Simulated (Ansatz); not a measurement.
# A substitution series on Mo: F to Cl

On one Mo centre that keeps OH and OH, n of the F ligands are replaced by Cl. The HOMO–LUMO gap y in eV at wB97X-V/def2-TZVPP. Shapes, held fixed at every level: PBE0-D4/def2-TZVP. Flexible molecules stand in one conformer, not always the lowest. Programs: Ansatz 0.2.0.

| molecule | n | y (eV) |
| --- | --- | --- |
| Mo(OH)2F4 | 0 | 10.82 |
| Mo(OH)2ClF3 | 1 | 9.19 |
| Mo(OH)2Cl3F | 3 | ? |
| Mo(OH)2Cl4 | 4 | 7.73 |

Fit y = c + s·n to the known rows and predict Mo(OH)2Cl3F.


1. Means of the 3 rows: n = 1.66667, y = 9.247.
2. Σ(Δn)² = 8.6667, Σ(Δn·Δy) = -6.1233, so the slope is -6.1233/8.6667 = -0.70653.
3. Intercept: 9.247 − (-0.70653) × 1.66667 = 10.425. The largest residual of the fit is 0.53.
4. Mo(OH)2Cl3F: 10.425 + (-0.70653) × 3 = 8.31 eV.

The run gave 7.81 eV, so the prediction is off by +0.50 eV, within the scatter of the fit. The step per swap changes from -1.63 to -0.08 eV along the series, so a line misses the bend. Other levels give for Mo(OH)2Cl3F: r2SCAN-D4/def2-TZVPP 2.08; wB97M-V/def2-TZVPP 7.69 eV. Orbital gaps aren't excitation energies, and the LUMO depends on the basis. For atoms past krypton def2 sets carry core potentials with scalar relativity.

The gap narrows with every increase in chloride content, but most of the change comes early, and the last replacement barely matters. All members are formally Mo(VI), d⁰, so the gap probably separates ligand lone pairs from empty Mo 4d orbitals with metal–ligand π* character. Chlorine 3p electrons are less tightly bound than fluorine 2p or hydroxide oxygen lone pairs, so the first chloride can supply a new, higher HOMO. Further chlorides add levels of similar energy, which shift the edge only through mutual interaction and changes in Mo–ligand mixing. This suggests saturation rather than a constant contribution per ligand. The fit's residuals therefore reflect curvature more than random scatter, and its slope isn't a transferable substituent increment. The much smaller r2SCAN gap is probably due mainly to the lack of the nonlocal exchange that separates occupied from empty levels in the range-separated hybrids. Because cis/trans and fac/mer arrangements aren't compared, the effect of chloride count can't be fully separated from that of ligand position.
